Six metals of period 6 have been put into the same face-centred cubic structure, and each has been left to find its own volume. They are barium, hafnium, tantalum, rhenium, osmium and bismuth. The table shows how much room an atom of each takes up and how hard the metal resists squeezing. Which row belongs to which metal?

Metals of period 6 in the fcc structure, computed with Ansatz 0.2.0 in the LDA (PW92), using plane waves and PAW, scalar-relativistic and without spin polarisation. The cutoff is 420 eV and the Fermi-Dirac smearing width 0.1 eV. Volume, bulk modulus and its pressure derivative come from an equation of state over uniformly scaled volumes. Candidates: Os, Ta, Hf, Bi, Re, Ba.

```tsv
row	volume per atom, LDA (Å³)	bulk modulus, LDA (GPa)	bulk modulus pressure derivative, LDA
A	17.75	210	3.69
B	14.38	404	4.35
C	20.73	116	3.58
D	13.75	440	4.70
E	53.26	9.02	2.86
F	29.53	62.8	4.30
```

The bulk modulus is the pressure needed per fractional loss of volume, so a large value means a stiff metal. Its pressure derivative tells how fast the stiffness grows as the metal is compressed. All values come from density-functional theory in the local density approximation (LDA).

Three further metals of the series serve as fixed points. Caesium, with one valence electron, takes 96.2 Å³ per atom; lutetium, with three, takes 25.5 Å³; tungsten, with six, takes 15.7 Å³. Read from the largest atom to the smallest, the letters run E, F, C, A, B, D. Lutetium falls between F and C, and tungsten between A and B, so the six rows split into three pairs.

## Larger than lutetium: E and F

Lutetium opens the row of metals that fill the 5d shell. Hafnium, tantalum, rhenium and osmium each have more 5d electrons to bond with, and a higher nuclear charge that pulls the shell inwards. Both effects should make their atoms smaller than lutetium's. That leaves barium and bismuth for E and F.

Stiffness tells the two apart. In simple metals a larger atom usually means a softer solid, because the same few electrons are spread more thinly. A power law drawn through caesium and lutetium serves as a rough yardstick, though the number of valence electrons also rises along it, from one to three. E lies only 8 % below that line, whereas F lies 64 % above it. F is even stiffer than lutetium, although its atoms are larger.

The reason can be seen by counting electrons. Compressing a metal squeezes its valence electrons into less space, and their kinetic energy rises; the more densely they are packed already, the more this costs. If F were barium, its two electrons in 29.5 Å³ would give about 0.07 per Å³, well below lutetium's 0.12, and its stiffness would be hard to understand. If F is bismuth, its five electrons give 0.17, and a stiffness above lutetium's is no surprise.

So E is barium and F is bismuth, and both assignments are sure. The values themselves are less so. LDA is known to bind barium too tightly, which makes its atom too small. For bismuth the calculation leaves out spin–orbit coupling, which is strong in the 6p shell. Neither fault is likely to close a gap in volume of nearly a factor of two.

## Between lutetium and tungsten: C and A

C and A are both smaller and stiffer than lutetium, and both larger and softer than tungsten. Hafnium and tantalum, with four and five valence electrons, belong in exactly this gap.

Their order follows from how a d band fills. When atoms come together, their d orbitals combine into a band of states. Those in the lower half gather electrons between the atoms and bind them; those in the upper half have nodes there and weaken the bond. From lutetium to tungsten the added electrons enter mostly the lower half. Each one strengthens the bond, so the atoms should move closer and the metal should stiffen at every step.

With C as hafnium and A as tantalum, the volume falls steadily from lutetium to tungsten. With the labels exchanged, it would drop to 17.8 Å³, climb to 20.7 Å³ and drop again, and the bulk modulus would zigzag too. Nothing in the filling of the band would explain such a detour. C is hafnium and A is tantalum, and this is sure as well.

The 4d row one period above behaves in much the same way. The 3d row is less obliging: its d orbitals are compact, the bands are narrow, and in the middle of the row magnetic moments form and swell the atoms. There, a kink in the volumes would be no reason to doubt a label. The 5d metals are non-magnetic in nature, so a calculation without spin polarisation is a fair one for them. The runs behind the table were of this kind, so they could not have shown a magnetic moment.

## Denser than tungsten: B and D

B and D are smaller and stiffer than tungsten, which leaves rhenium and osmium. D is the smaller and stiffer of the two, but the differences are modest: 4 % in volume and 9 % in bulk modulus. Here the argument used for hafnium and tantalum loses its force. Beyond the middle of the row the added electrons enter antibonding states, so the atoms must at some point start to grow again. If that point came at rhenium, D would be rhenium and B osmium.

A simple model can weigh the two effects. Let $r$ be the distance between neighbouring atoms and $N$ the number of d electrons per atom. In Friedel's picture of a half-bonding, half-antibonding band, the bond energy is proportional to $N(10-N)$, which is largest at half filling. Bonding and repulsion both fade exponentially with distance, the repulsion faster ($p>q$):

$$E(r)=\alpha\,e^{-pr}-\beta\,N(10-N)\,e^{-qr}.$$

Here $\alpha$ and $\beta$ set the strengths of repulsion and bonding. Setting the slope of $E$ to zero gives the equilibrium distance,

$$r=\frac{\ln(p\alpha/q\beta)-\ln[N(10-N)]}{p-q}.$$

The first logarithm changes along the row, because the rising nuclear charge draws the orbitals in. The simplest choice is to let it vary linearly with $N$, which leads to

$$r=a-k\,\ln[N(10-N)]-mN.$$

One valence electron per atom is assigned to the broad s–p band and the rest to the d band, so that $N$ runs from 2 in lutetium to 5 in tungsten. A least-squares fit to lutetium, hafnium, tantalum and tungsten, with distances computed from the volumes, gives $a=4.709$ Å, $k=0.4345$ Å and $m=0.1004$ Å. Three constants drawn from four metals will match those four almost whatever the physics, and the constants have no meaning one by one. The test lies in the two metals left out of the fit.

For rhenium, $N=6$ and $N(10-N)=24$. The distance and the volume per atom, which in this structure is $r^3/\sqrt2$, become

$$r=4.709-0.4345\,\ln 24-0.1004\times 6=2.726\ \text{Å},\qquad V=\frac{2.726^3}{\sqrt2}=14.3\ \text{Å}^3.$$

Row B has 14.4 Å³. The same steps with $N=7$ give 13.7 Å³ for osmium, and row D has 13.8 Å³. With this order the model misses the two distances by about 0.005 Å (root mean square); with the labels exchanged, by about 0.04 Å.

That is good support for B as rhenium and D as osmium, but it depends on the form of the model. If two electrons instead of one are assigned to the s–p band, the order stays the same but the advantage shrinks: the misses are then 0.05 Å and 0.08 Å. A plain parabola in the volume, fitted to the same four metals, even turns upwards too early and makes osmium larger than rhenium. It misses both volumes badly in either order, so it is a poor judge. Still, it shows that a smooth curve can be continued in more than one way. A further weakness lies inside the fitted stretch, where the 4f electrons are treated explicitly in lutetium and hafnium but are frozen into the core from tantalum on.

From the values alone, then, this pair is probable but not certain. A fact from outside the table settles it: osmium is the densest of the metals, at roughly 23 g/cm³ against roughly 21 g/cm³ for rhenium. Their atomic masses are nearly equal, so the denser metal must have the smaller atoms. Both metals are close-packed in nature too, in the hexagonal variant, so the comparison carries over. The difference in volume is small, and the calculation combined LDA with atomic datasets made for another functional, PBE; that fault is shared by both rows and should largely cancel between them.

## The labels

The rows with their labels:

```tsv
element	Z	valence electrons	k mesh	volume per atom, LDA (Å³)	bulk modulus, LDA (GPa)	bulk modulus pressure derivative, LDA
Cs	55	1	9×9×9	96.21	2.48	3.11
Ba	56	2	10×10×10	53.26	9.02	2.86
Lu	71	3	13×13×13	25.50	53.7	3.61
Hf	72	4	14×14×14	20.73	116	3.58
Ta	73	5	15×15×15	17.75	210	3.69
W	74	6	15×15×15	15.65	314	4.22
Re	75	7	16×16×16	14.38	404	4.35
Os	76	8	16×16×16	13.75	440	4.70
Bi	83	5	13×13×13	29.53	62.8	4.30
```

With the names in place, the table can be read from the top as one story of electrons being added. From caesium to barium to lutetium the atom shrinks to about a quarter of its size, because each new valence electron adds to the bonding and the nucleus pulls harder. The 4f electrons added between barium and lutetium hardly bond, and they screen the growing nuclear charge only poorly. From lutetium on, the 5d band takes over. The volume still falls at every step, but by less and less: by 4.8 Å³ from lutetium to hafnium, and by only 0.6 Å³ from rhenium to osmium. Band filling alone can't explain the whole fall: once the antibonding half begins to fill, the atoms should grow. In the model above, the term $-mN$, which stands for the growing pull of the nucleus, still outweighs that effect at osmium.

The stiffness follows a simple ranking. Divide the valence electrons by the volume per atom, and the result rises in the same order as the bulk modulus through all nine metals, bismuth included. It is a ranking and no more. From rhenium to osmium the electron density grows by about a fifth, from 0.49 to 0.58 per Å³, but the bulk modulus by only 9 %. Theory offers a reason: the added electron is packed in as tightly as the others, yet it weakens the bond.

Tantalum and bismuth show why the kind of electron matters as well as the number. Both count five valence electrons, but bismuth's atom takes 29.5 Å³ and tantalum's only 17.8 Å³. Tantalum bonds through a partly filled 5d shell. In bismuth that shell is full and no longer binds, and the work falls to the more extended 6p electrons. The d-band model, given only the count of five, places bismuth's neighbours about 0.5 Å too close.

None of the nine metals is face-centred cubic under ordinary conditions. Tungsten in this structure is known from other calculations to be unstable against shear, which was not tested here. Its 314 GPa describes only its resistance to uniform squeezing. The common structure is what makes the metals comparable, because it leaves the electrons and the nuclear charge as the main things that change from row to row.
